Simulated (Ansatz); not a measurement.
ZnSe: energy above lowest point against volume scale

All results are calculated (Ansatz 0.2.0). Free energy against uniform scaling of the volume at fixed shape and fractions; periodic cell, basis, potentials, k mesh and filling as listed.

The cell before it is scaled or strained (space group F-43m, No. 216):
```
CELL_PARAMETERS angstrom
0.00000 2.83380 2.83380
2.83380 0.00000 2.83380
2.83380 2.83380 0.00000
ATOMIC_POSITIONS crystal
Zn 0.00000 0.00000 0.00000
Se 0.25000 0.25000 0.25000
```

Settings of every row: functional LDA; dispersion none; potentials all-electron LAPW; k mesh 5x5x5; k shift 0x0x0; occupations fixed; smearing width 0 eV; spin none; basis error target 0.0005 eV/atom.

```
row  volume scale  V (Å³/atom)  energy above lowest point (meV/atom)
  1          0.94       21.391                                     0
  2          0.96       21.846                                     ?
  3          0.98       22.301                                   4.2
  4             1       22.757                                  11.9
  5          1.02       23.212                                  22.7
  6          1.04       23.667                                  36.5
  7          1.06       24.122                                  52.7
```

Question: what energy above lowest point should row 2 give?

Worked fit of energy above lowest point. Take u = (V_r/V)^(2/3) − 1 with V_r = 22.985 Å³ an atom, which is twice the finite (Eulerian) strain; such expansions in the strain, on which the Birch-Murnaghan equation of state is built, carry the rest volume and the bulk modulus. The shown rows have u = 0.04908, 0.02034, 0.00667, -0.00653, -0.0193, -0.03168. Least squares give energy above lowest point = 16.94 − 822.3 × u + 9717 × u² meV/atom; a straight line predicts inner rows, each left out in turn, worse (root mean square 6.5 against 0.06 meV/atom). The rows lie off it by 0.0, 0.0, 0.0, 0.0, 0.1, 0.0. Its lowest point lies at u = 0.0423, or V = 21.6 Å³ an atom, and the curvature there gives the bulk modulus at fixed shape and fractions, B = (4/9)(1 + u)² E″(u)/V = 69.6 GPa. The withheld row has u = 0.03446, so the fit gives 16.94 − 822.3 × (0.03446) + 9717 × (0.03446)² = 0.1 meV/atom.

The calculation gave 0.1 meV/atom. The fit meets it to the printed digit.
